# The nuclear spin left out of the ODMR field inversion

## 1. The result and its conventions

Energies are divided by $h$ and quoted in MHz. Spin operators are dimensionless, with basis $|m_S\rangle=|{+1}\rangle,|0\rangle,|{-1}\rangle$. The axis $z$ is the defect axis. Put $\mathbf b=\gamma\mathbf B$ with $\gamma>0$ in Hz/T, and let $\theta$ be the angle between $\mathbf B$ and $z$.

$$H_0=DS_z^2+E(S_x^2-S_y^2)+\mathbf b\cdot\mathbf S \tag{1}$$

**Axial field.** $|0\rangle$ decouples at energy 0. The $|\pm1\rangle$ block has diagonal $D\pm b$ and off-diagonal $E$, so $\nu=D\pm\sqrt{E^2+b^2}$.

**Any direction.** ${\rm Tr}\,H_0=2D$. The operators $S_z^2-\tfrac23$, $S_x^2-S_y^2$, $S_x$, $S_y$, $S_z$ are orthogonal under the trace, with squared norms $\tfrac23,2,2,2,2$. For eigenvalues $\epsilon_j$ with mean $\bar\epsilon=2D/3$,

$$\tfrac12\sum_j(\epsilon_j-\bar\epsilon)^2=\tfrac13D^2+E^2+b^2. \tag{2}$$

With levels $\epsilon_0,\ \epsilon_0+\nu_1,\ \epsilon_0+\nu_2$ the left side equals $(\nu_1^2+\nu_2^2-\nu_1\nu_2)/3$. Define the inverted quantity

$$\beta^2\equiv\frac{\nu_1^2+\nu_2^2-\nu_1\nu_2-D^2}{3}-E^2. \tag{3}$$

For the Hamiltonian (1), $\beta=b$ exactly. The $\nu_i$ are signed differences from one common level.

## 2. The assumption and where it enters

Assumption: the electron spin is alone, so the space has three states. It enters twice.

- Two frequencies fix all three levels up to their mean. This needs exactly three levels and one shared level.
- The right side of (2) lists every term of the Hamiltonian.

The NV$^-$ centre in diamond always contains a nitrogen nucleus. For $^{14}$N, $I=1$, and with axial tensors

$$H=H_0+A_\parallel S_zI_z+PI_z^2-\gamma_nB_zI_z+V,\qquad V=A_\perp(S_xI_x+S_yI_y)-\gamma_nB_xI_x. \tag{4}$$

The $x$ axis is laid along the transverse field wherever $E=0$. There are nine levels, and each ODMR line is a triplet.

Typical inputs for the ground state near room temperature: $D=2870$ MHz, $\gamma=28.03$ GHz/T, $A_\parallel=-2.16$ MHz, $A_\perp=-2.63$ MHz, $P=-4.95$ MHz, $\gamma_n=3.077$ MHz/T. Assumed for the numbers: $E=0$ and $B=10$ mT. Then $b=280.3$ MHz and $\gamma_nB=0.0308$ MHz, far below the axial level crossing at $B=D/\gamma=102$ mT. All numbers below are the model's.

**Linear response of (3).** Shift the three levels by $\delta\epsilon_j$. Since $\sum_j(\epsilon_j-\bar\epsilon)=0$, the change of the mean drops out of (2):

$$\delta\beta^2=\sum_j(\epsilon_j-\bar\epsilon)\,\delta\epsilon_j,\qquad \delta B=\frac{\delta\beta^2}{2b\gamma}. \tag{5}$$

Here $2b\gamma=15.71$ MHz$^2$ per µT. The weights are close to $-2D/3$ and $D/3\pm b_z$. A shift $s$ common to both lines gives $\delta\beta\approx(D/3b)\,s$, a gain of 3.4. So 10 kHz on both lines reads as 1.2 µT.

**Geometry.** The NV axes are $[111],[1\bar1\bar1],[\bar11\bar1],[\bar1\bar11]$.

- $\mathbf B\parallel[100]$: all four have $|\cos\theta|=1/\sqrt3$.
- $\mathbf B\parallel[110]$: two have $\sqrt{2/3}$, two have 0.
- $\mathbf B\parallel[111]$: one has 1, three have $1/3$.

Reversing $\cos\theta$ maps $m_S\to-m_S$, $m_I\to-m_I$ and leaves the spectrum unchanged, so five classes suffice.

## 3. First order: the secular term

Drop $V$. Then $I_z$ commutes with $H$, and the block with $I_z=m$ is

$$H^{(m)}=H_0\big|_{b_z\to b_z+A_\parallel m}+(Pm^2-\gamma_nB_zm).$$

The bracket is a constant and cancels in $\nu_1,\nu_2$. The rest has the form (1). Hence (3), fed with the two lines of the same $m$, returns

$$\beta_m^2=b^2+2A_\parallel m\,b\cos\theta+A_\parallel^2m^2. \tag{6}$$

This is exact for the secular Hamiltonian, for any $E$ and direction. Expanding the root,

$$\delta B_m=\frac{A_\parallel m\cos\theta}{\gamma}+\frac{A_\parallel^2m^2\sin^2\theta}{2b\gamma}+\dots \tag{7}$$

The nucleus acts as a field $|A_\parallel|/\gamma=77.1$ µT along the axis, 0.8 per cent of 10 mT. The even term is at most 0.30 µT, smaller than the effects of $V$ below.

Pairing matters. In an axial field the component $m$ moves by $+A_\parallel m$ on the upper branch and by $-A_\parallel m$ on the lower. Taking the high-frequency component of both branches pairs opposite $m$. That is a common shift $s=|A_\parallel|$, with $\delta\beta^2=(2Ds+s^2)/3$ exactly, or 0.26 mT.

Equation (6) suggests two repairs: use the central lines, $m=0$, or average over $m$. Both remove the odd term. They differ at second order in $V$.

## 4. Second order: the central lines

Set $E=0$. With $\langle\pm1|I_\pm|0\rangle=\sqrt2$ and $S_xI_x+S_yI_y=\tfrac12(S_+I_-+S_-I_+)$, the nuclear matrix elements of $V$ are the electron operators

$$W_\pm=\langle m=\pm1|V|m=0\rangle=\frac{A_\perp S_\mp-\gamma_nB_x}{\sqrt2},\qquad W_+^\dagger=W_-.$$

Let $|j\rangle$, $j=0,-,+$, be the eigenstates of $H_0$. In the blocks $m=\pm1$ keep these states and take first-order energies $\epsilon_k+P\pm a_k$, with $a_k=A_\parallel\langle S_z\rangle_k-\gamma_nB_z$. This needs $|A_\parallel|,|P|\ll|\epsilon_j-\epsilon_k|$ for all pairs. Then

$$\delta\epsilon_j=\sum_{\pm}\sum_k\frac{|\langle k|W_\pm|j\rangle|^2}{\epsilon_j-\epsilon_k-P\mp a_k}.$$

**Terms $k=j$.** $H_0$ is real, so $\langle S_y\rangle_j=0$ and $\langle j|W_\pm|j\rangle=\omega_j/\sqrt2$ with

$$\omega_j=A_\perp\langle S_x\rangle_j-\gamma_nB_x.$$

This is the transverse field on the nucleus. The tilted field gives each electron state a transverse moment, and $A_\perp$ passes it on. The denominators are nuclear:

$$\delta\epsilon_j^{\rm diag}=\frac{\omega_j^2}{2}\left[\frac1{-P-a_j}+\frac1{-P+a_j}\right]=-\frac{P\,\omega_j^2}{P^2-a_j^2}.$$

**Terms $k\ne j$.** Neglect $P$ and $a_k$ against $\epsilon_j-\epsilon_k$. The quantity $T_{jk}=\sum_\pm|\langle k|W_\pm|j\rangle|^2$ is symmetric because $W_+^\dagger=W_-$. In (5) each pair gives

$$T_{jk}\,\frac{(\epsilon_j-\bar\epsilon)-(\epsilon_k-\bar\epsilon)}{\epsilon_j-\epsilon_k}=T_{jk}.$$

The sum over pairs is $\tfrac12\big[\sum_\pm{\rm Tr}\,W_\pm^\dagger W_\pm-\sum_j\omega_j^2\big]$. With ${\rm Tr}\,S_+S_-=4$ the trace is $4A_\perp^2+3\gamma_n^2B_x^2$. With $\sum_j\langle S_x\rangle_j=0$ one has $\sum_j\omega_j^2=A_\perp^2\sum_j\langle S_x\rangle_j^2+3\gamma_n^2B_x^2$. The nuclear Zeeman parts cancel.

**Result for the central lines.**

$$\delta\beta_0^2=2A_\perp^2-\tfrac12A_\perp^2\sum_j\langle S_x\rangle_j^2-P\sum_j\frac{(\epsilon_j-\tfrac23D)\,\omega_j^2}{P^2-a_j^2}. \tag{8}$$

**Moments from the cubic.** The characteristic polynomial is $p(\epsilon)=\epsilon[(\epsilon-D)^2-b_z^2]-b_x^2(\epsilon-D)$. The Hellmann–Feynman theorem gives $\langle S_x\rangle_j=\partial\epsilon_j/\partial b_x$, and implicit differentiation of $p=0$ gives

$$\langle S_x\rangle_j=\frac{2b_x(\epsilon_j-D)}{p'(\epsilon_j)},\qquad\langle S_z\rangle_j=\frac{2b_z\epsilon_j}{p'(\epsilon_j)},\qquad p'(\epsilon_j)=\prod_{k\ne j}(\epsilon_j-\epsilon_k). \tag{9}$$

**The constant term renormalises $D$.** In a weak axial field $|0,0\rangle$ (labels $m_S,m$) is pushed down by $2A_\perp^2/D$ through $|{\mp1},\pm1\rangle$, and each $|{\pm1},0\rangle$ is pushed up by $A_\perp^2/D$ through $|0,\pm1\rangle$. The mean of the two central lines is $D_c=D+3A_\perp^2/D$, an offset of 7.2 kHz. Using $D_c$ in (3) changes $\beta^2$ by $-\tfrac23D\cdot3A_\perp^2/D=-2A_\perp^2$. The first term of (8), 13.8 MHz$^2$ or 0.9 µT, is thus absent whenever $D$ is calibrated on the same lines. Call the remainder

$$\delta B_c=\frac{\delta\beta_0^2-2A_\perp^2}{2b\gamma}.$$

**The tilt term is a scale bias.** For $b_x^2/D\ll|b_z|\ll D$, second-order energies give $\langle S_x\rangle_0=-2b_x/D$, $\langle S_x\rangle_\pm=b_x/D$, $a_0\approx0$, $|a_\pm|\approx|A_\parallel|$. With $r=\gamma_n/\gamma=1.10\times10^{-4}$ the last term of (8) yields

$$\frac{\delta B_c}{B}=\kappa\sin^2\theta,\qquad\kappa=\frac{DP}{3}\left[\frac{(2A_\perp/D+r)^2}{P^2}-\frac{(A_\perp/D-r)^2}{P^2-A_\parallel^2}\right]. \tag{10}$$

The natural scale is $A_\perp^2/(D|P|)=4.9\times10^{-4}$, and $\kappa=-3.2\times10^{-4}$. The shifts grow as $b_x^2$, so the relative bias is independent of $B$ in this range. The small denominator $P$ lets this term outgrow the direct flip-flop shift: at $\theta=90^\circ$, $\omega_0^2/|P|=45$ kHz against $A_\perp^2/D=2.4$ kHz. The second term of (8) is about $3A_\perp^2b_x^2/D^2$, smaller than the third by a factor of order $|P|/D$ over a number of order one. It is kept in the table. The sign of $A_\perp$ relative to $\gamma_n$ matters through $r$.

## 5. Sizes for the four orientations

**Worked case, $\mathbf B\parallel[100]$.** Unrounded values are carried between rows.

| | $j=0$ | $j=-$ | $j=+$ |
|---|---|---|---|
| $\epsilon_j-2D/3$ (MHz) | −1931.5 | 804.2 | 1127.3 |
| $\langle S_x\rangle_j$ | −0.158 | 0.079 | 0.079 |
| $\langle S_z\rangle_j$ | −0.001 | −0.995 | 0.996 |
| $\omega_j$ (MHz) | 0.390 | −0.233 | −0.233 |
| $a_j$ (MHz) | −0.02 | 2.13 | −2.17 |
| $\delta\epsilon_j^{\rm diag}$ (kHz) | 30.8 | 13.4 | 13.6 |
| weighted (MHz$^2$) | −59.5 | 10.8 | 15.3 |

The last row sums to −33.4 MHz$^2$. The second term of (8) adds −0.13 MHz$^2$. Division by $2b\gamma$ gives $\delta B_c=-2.1$ µT.

**All classes at 10 mT.** The $\nu_i$ are those of $H_0$. The column $|\delta B_{\pm1}|$ is the odd term of (7).

| $\mathbf B$ | axes | $\theta$ | $\nu_1$ (MHz) | $\nu_2$ (MHz) | $\lvert\delta B_{\pm1}\rvert$ (µT) | $\omega_0$ (MHz) | $\delta B_c$ from (8) (µT) |
|---|---|---|---|---|---|---|---|
| [111] | 1 | 0° | 2589.7 | 3150.3 | 77.1 | 0 | 0 |
| [110] | 2 | 35.3° | 2655.2 | 3112.3 | 62.9 | 0.279 | −1.1 |
| [100] | 4 | 54.7° | 2735.7 | 3058.9 | 44.5 | 0.390 | −2.1 |
| [111] | 3 | 70.5° | 2812.4 | 3000.1 | 25.7 | 0.448 | −2.8 |
| [110] | 2 | 90° | 2897.1 | 2924.2 | 0 | 0.473 | (−2.0) |

**Test.** Diagonalise the $9\times9$ matrix (4). Since $P<0$ and $|A_\parallel|<|P|$, the $m=0$-like level is the highest of each group of three. Inserting these levels in (3) reproduces the unrounded values from (8) within 0.05 µT for the four rows with $\cos\theta\neq0$. The leading omission is fourth order in $V$. For $a_j\approx0$ the state $m=0$ couples with element $\omega$ to one combination of $m=\pm1$, and the two-level root is $(\omega^2/|P|)(1-\omega^2/P^2+\dots)$. At 70.5° the relative term is 0.8 per cent of the $j=0$ shift, or 0.04 µT. One decimal is what (8) supports.

**The perpendicular pair.** At $b_z=0$ the upper levels are $D$ and $\tfrac12(D+\sqrt{D^2+4b^2})$, split by only $\Delta=27.1$ MHz. Here $\langle S_z\rangle_j=0$, but $S_z$ joins the two upper states with an element near 1. Three things neglected in (8) return.

- The intermediate levels move by $A_\parallel^2/\Delta=0.17$ MHz against $|P|$.
- The intermediate states mix with amplitude $|A_\parallel|/\Delta=0.08$, which lets the $k=j$ and $k\ne j$ paths interfere.
- $P$ is no longer small in the denominators $\pm\Delta-P$. The pair cancellation fails, and the remainder carries the large weight $D/3$.

The bracketed entry is therefore unreliable. The full matrix gives $\delta B_c=-1.7$ µT. In the secular model the $m=\pm1$ lines fall together, only 0.17 MHz from the central one, so the central line can be isolated only if the lines are narrower than that. Any $E$ competes directly with $\Delta$ here, changing it by up to $2E$.

**Reading the pattern.** Each class returns its own $|\mathbf B|$, and for (1) all must agree.

- [111]: the aligned centre is unbiased, and the other three read 2.8 µT low.
- [110]: the two pairs read 1.1 and 1.7 µT low.
- [100]: all four read 2.1 µT low, so no internal comparison reveals the bias.

## 6. The unweighted mean removes the tilt term

Average the three levels of each electron manifold $j$. The three allowed lines pair the levels of two manifolds one to one, so the plain mean of their positions is the difference of these averages.

- Within a manifold the nuclear operator is $PI_z^2+a_jI_z+\omega_jI_x$. Its trace is $2P$ for every $j$, whatever $\omega_j$ is. The odd secular term and the tilt term both vanish from the mean, to all orders in $\omega_j/P$.
- Between manifolds only $U=A_\parallel S_zI_z+A_\perp(S_xI_x+S_yI_y)$ acts. The pair argument of Section 4 gives $\tfrac13\cdot\tfrac12\big[{\rm Tr}\,U^2-\sum_j{\rm Tr}_I\langle j|U|j\rangle^2\big]$, with ${\rm Tr}\,U^2=4A_\parallel^2+8A_\perp^2$ and ${\rm Tr}_I\,I_\alpha^2=2$.

$$\delta\bar\beta^2=\tfrac43A_\perp^2+\tfrac13A_\parallel^2\Big(2-\sum_j\langle S_z\rangle_j^2\Big)-\tfrac13A_\perp^2\sum_j\langle S_x\rangle_j^2 \tag{11}$$

Both partners of every coupled pair are now in the average, with equal and opposite shifts. A nuclear energy $\eta$ in a denominator multiplies the pair term by $\Delta_{jk}/(\Delta_{jk}+\eta)$, with $\Delta_{jk}=\epsilon_j-\epsilon_k$, and receives no gain from the weight $D/3$. So (11) also holds at 90°.

The constant $\tfrac43A_\perp^2$ is 0.6 µT. It matches an offset $2A_\perp^2/D=4.8$ kHz of the mean lines in a weak axial field and disappears on calibrating $D$ with the same average. What remains is below 0.01 µT in magnitude for the classes with $\cos\theta\ne0$, and 0.19 µT at 90°, where $\sum_j\langle S_z\rangle_j^2=0$. The full matrix reproduces (11) within 0.01 µT in all five classes.

Caveat: the mean must be over fitted positions. The centre of gravity of an unresolved triplet is weighted by the nuclear populations. A polarisation $\langle m\rangle$ restores $A_\parallel\langle m\rangle\cos\theta/\gamma$, which is $0.8\cos\theta$ µT in magnitude for $\langle m\rangle=0.01$.

## 7. Rival terms

The first-order term, 26 to 77 µT for $\cos\theta\neq0$, exceeds the items below for a temperature known to 1 K. The second-order term does not.

- **Drift of $D$.** From (3), $\delta\beta^2=-\tfrac23D\,\delta D$ for a change of the value inserted. With a typical $dD/dT=-74$ kHz/K, an untracked kelvin moves $B$ by 9.0 µT, the same for all classes.
- **Value of $\gamma$.** Half a unit in the fourth figure of 28.03 is $1.8\times10^{-4}$, or 1.8 µT, again common to all classes.
- **Anisotropy of $g$.** With $\gamma_\perp=\gamma_\parallel(1+\xi)$, (3) returns $\gamma_\parallel^2B_z^2+\gamma_\perp^2B_x^2$, so $\delta B/B=\xi\sin^2\theta$ to first order. This has the angular form of (10). An assumed $|\xi|=10^{-4}$ gives 1.0 µT at 90°, about a third of $|\kappa|B=3.2$ µT. An anisotropy fitted to central lines with (1) absorbs $\kappa$.
- **Unnoticed $E$.** Omitting it in (3) adds $E^2/(2b\gamma)$, which is 0.06 µT for an assumed $E=1$ MHz.

At 10 mT the model's hierarchy is: up to 77 µT for a pair of outer lines, up to 2.8 µT for the central lines of tilted centres, and at most 0.19 µT for the unweighted mean with $D$ calibrated the same way.